## Results and discussion

Ten valence electrons are correlated in AlGeH₃, and in the closed-shell molecule they form five pairs. The free atoms hold only two pairs, Ge 4s² and Al 3s², so binding creates three new ones. A single determinant lets the two electrons of a pair approach each other too freely, which costs roughly 1 eV per pair (a rough, recalled size). RHF should then underbind by about 3 eV. Its error is −320.1 kJ/mol, or 1.11 eV per new pair.

The analogy is H₂ near its equilibrium distance, where two atoms without correlation form one pair and all of its correlation energy counts as binding. It gives the size of the RHF deficit and no more. Ge and Al bring correlation of their own, and two of the hydrogens bridge Ge and Al (Ge–H 1.66 Å, Al–H 1.97 Å), so those pairs are probably shared, unevenly, among three centres. The structure is one fixed geometry, not shown to be the lowest isomer.

Errors in the atomization energy of neutral singlet AlGeH₃ relative to RCCSDT(Q), calculated with Ansatz 0.2.0 in the cc-pVTZ basis at the PBE0/def2-TZVP geometry. Negative values mean underbinding. The coupled-cluster levels freeze the cores and the Ge 3d shell, and no relativistic or zero-point terms are included.

```csv
level,"this level less the reference (RCCSDT(Q), same basis) (kJ/mol)"
RHF,-320.1
RMP2,-34.8
RCCSD,-20.9
RCCSD(T),-2.5
BCCD(T),-1.2
RCCSDT,-1.5
PBE,25.3
r2SCAN,40.5
PBE0,10.3
B3LYP,15.3
CAM-B3LYP,14.7
wB97M-V,35.3
B2PLYP,2.6
RPA-PBE,-49.4
```

The error is the atomization energy at a level less that of RCCSDT(Q) in the same basis, negative for underbinding. R marks a spin-restricted molecule, MP2 second-order perturbation theory, CC coupled cluster with single, double, triple and quadruple excitations (S, D, T, Q; brackets for a perturbative treatment), B Brueckner orbitals and RPA the random-phase approximation. An atomization energy is a difference, so

error = (correlation missed in the atoms) − (correlation missed in the molecule).

A small error can therefore mean little missed or much cancelled. The molecular energies of the same runs give the second term, and the first follows by subtraction.

### The coupled-cluster ladder

The RHF solution is stable against spin breaking and the T1 diagnostic, a measure of the single excitations, is about 0.02, so one determinant dominates. Each further class of excitations then enters at higher order of perturbation theory and should remove a large share of what remains. The simplest form is error(k) = error(RHF)/fᵏ, with k = 1 for RCCSD and k = 2 for RCCSDT. A least-squares fit of the logarithms of these two rows, anchored at RHF, gives f = 14.7.

The two steps shrink the error by factors of 15.3 and 13.9, and the model misses RCCSD by 0.8 kJ/mol. One parameter on two rows describes the ladder without testing it, and the constant ratio is empirical, since the first step adds two classes of excitation and the second only one. That misfit sets the scale below which a departure does not count as a break.

The split first qualifies the pair count. RHF misses 635.3 kJ/mol in the molecule and 315.2 in the atoms, clearly more than 1 eV per pair in each, partly because electrons of different pairs correlate too. The count works for the difference and not for its two terms.

The split also shows where the regularity of the ladder sits. In the molecule the missed correlation falls by a factor of 20.3 and then by a factor of 19.6. The atoms run out of electrons: H has one, Al three valence electrons, for which CCSDT is exact, and Ge four. They miss 0.1 kJ/mol at RCCSDT, the size of the rounding. A steeper need for higher excitations is expected where a second determinant gains weight, as in a stretched bond.

### Breaks among the wave-function levels

RMP2, which was not fitted, lies 13.1 kJ/mol below the model value for the doubles rung, and this understates its deficit. It misses 124.4 kJ/mol in the molecule, so the atoms miss 124.4 − 34.8 = 89.6. Most of what second order omits thus cancels in the difference. RCCSD restores 93.0 of the 124.4 kJ/mol in the molecule, so the larger part lies in singles and doubles beyond second order. Standard theory points to the repeated scattering of a pair, which matters most when empty orbitals lie low, as for s² → p² excitation in Al and Ge. In line with this, MP2 recovers a smaller share of the correlation in the atoms than in the molecule.

RPA-PBE is the larger break, 28.5 kJ/mol below RCCSD. It belongs beside that rung because RPA sums the ring terms of the doubles equations. It lacks their exchange counterparts and the singles, and the underbinding that results is a known failure of the method. This cause is argued from theory; PBE orbitals and slow basis convergence also enter the number.

The two perturbative-triples rows stay within about the misfit of the ladder. RCCSD(T) is 1.0 kJ/mol below RCCSDT, having supplied 18.4 over RCCSD. BCCD(T) has the smallest error of all rows, yet its molecule is only 0.17 kJ/mol lower than in RCCSD(T), while its atoms come out 1.1 higher. Its lead is cancellation against less complete atoms and says nothing for better orbitals in the molecule.

### The functionals

All seven functionals overbind relative to the reference, and part of that can belong to the reference. Correlated wave functions build the electron–electron cusp from the orbital basis, converge slowly and normally bind too weakly at triple-zeta size, whereas semilocal and hybrid functionals converge faster. The reference also freezes the cores and the Ge 3d shell, while the Kohn–Sham runs treat all electrons. Relativity, spin-orbit coupling and zero-point motion are absent from every row. The ranking by size of error may thus differ against nature, but differences between functionals do not involve the reference.

Semilocal exchange imitates some of the left–right correlation of a bond and binds more strongly than exact exchange, so mixing in exact exchange should lower the binding. At fixed density a hybrid's energy is linear in the fraction a by construction, which suggests error = c + s·a. An unweighted least-squares line through PBE, PBE0, B3LYP and CAM-B3LYP, with a the short-range fraction, gives c = 25.5 and s = −57.1 kJ/mol, with rms residual 0.77. The three hybrids cluster in a, so linearity is hardly tested, and only PBE and PBE0 share a correlation functional. The offset c contains whatever the reference lacks.

The two meta-GGAs were left out of the fit because they also depend on the kinetic-energy density. For wB97M-V, with its short-range fraction:

line = 25.5 − 57.1 × 0.15 = 25.5 − 8.6 ≈ 17 kJ/mol; break = 35.3 − 17 ≈ +18 kJ/mol.

r2SCAN has no exact exchange and lies 15.0 above the line. Both breaks are about 20 times the rms residual and of like sign and size.

Range separation is another feature that sets wB97M-V apart, and CAM-B3LYP is the control for it. It differs from B3LYP by −0.6 kJ/mol although its long-range fraction is 0.65, and a line in the long-range fraction fits the same four rows with rms 4.58. Range separation alone thus does not seem to raise the binding, as far as one control can show whose long-range exchange is incomplete and whose gradient terms differ from those of B3LYP. The kinetic-energy density is the plainest ingredient that r2SCAN and wB97M-V share and the four fitted functionals lack, which makes it the suspect and not the proven cause. The guess, untested here, is that it lets a functional tell regions of one orbital, such as bonds to hydrogen, from regions where orbitals overlap, and so shifts molecule and atoms by different amounts. The non-local correlation and the fitted parameters of wB97M-V may contribute as well.

A break from the line does not mark a poor functional. A reference that binds more strongly in a larger basis would lower the errors of r2SCAN, wB97M-V and the four fitted functionals by the same amount, and the two that stand out could then be among the best.

B2PLYP, also unfitted, lies 7.3 kJ/mol above the line, but at a = 0.53 the line is stretched to twice its fitted range. Its MP2 term restores binding that exact exchange removes, which argues for the sign. That term shares the slow basis convergence of the reference, so the small error of +2.6 is no proof of absolute accuracy.

Germanium hydrides serve as deposition precursors and aluminium is an acceptor in germanium, so Ge–H and Al–H bond energies enter models of growth and doping. Here r2SCAN and PBE0 differ by 30.2 kJ/mol for one molecule at one geometry, whatever the reference. A spread of that size calls for a coupled-cluster check in a larger basis before either is trusted for such bonds.
